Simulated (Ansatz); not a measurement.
## A series in volume ratio on LaGe

All results are calculated (Ansatz 0.2.0). Plane-wave density functional theory, PAW datasets, Gaussian smearing 0.05 eV: equation of state, the given cell scaled in volume with shape and atoms relaxed at each volume.

The cell before it is scaled or strained (space group Cmcm, No. 63):
```
LaGe
1.0
      2.2801    -5.6096     0.0000
      2.2801     5.6096     0.0000
      0.0000     0.0000     4.0610
La Ge
2 2
Direct
  0.86110 0.13890 0.25000
  0.13890 0.86110 0.75000
  0.57680 0.42320 0.25000
  0.42320 0.57680 0.75000
```

Settings of every row: paw set soft_2; functional PBEsol; spin treatment none; moment partition spheres; spin axis none; wave cutoff 420 eV; k mesh 8x8x8; symmetry use detected.

Atom hubbard u: 0 on all atoms.

Limits: the cell comes from a prototype or a list of computed structures and needn't be the stable phase.

| row | volume ratio | V (Å³/atom) | pressure (GPa) | energy above given cell (meV per atom) |
| --- | --- | --- | --- | --- |
| 1 | 0.96 | 24.932 | 2.996 | 9.35 |
| 2 | 0.98 | 25.452 | 1.426 | 2.24 |
| 3 | 1 | 25.971 | ? | ? |
| 4 | 1.02 | 26.49 | -1.286 | 2.18 |
| 5 | 1.04 | 27.01 | -2.441 | 8.3 |

Question: what pressure should row 3 give?

Worked fit of pressure. Take u = (V_r/V)^(2/3) − 1 with V_r = 25.971 Å³ an atom, which is twice the finite (Eulerian) strain; such expansions in the strain, on which the Birch-Murnaghan equation of state is built, carry the rest volume and the bulk modulus. The shown rows have u = 0.02759, 0.01355, -0.0131, -0.02581. Least squares give pressure = 0.001 + 101.411 × u + 260.9 × u² GPa; a straight line predicts inner rows, each left out in turn, worse (root mean square 0.11 against 0.0079 GPa). The rows lie off it by -0.002, 0.003, -0.003, 0.002. The pressure vanishes at u = -0.0000, or V = 25.97 Å³ an atom, and there the bulk modulus with shape and atoms relaxed is B = −V dP/dV = (2/3)(1 + u) dP/du = 67.6 GPa. The withheld row has u = 0, so the fit gives 0.001 + 101.411 × (0) + 260.9 × (0)² = 0.001 GPa.

The calculation gave -0.002 GPa. The fit lies 0.003 GPa (150 % of the value, 0.055 % of the column's range) above it; its largest miss of a shown row is 0.003 GPa.

The other values of row 3: energy above given cell 0 meV per atom.
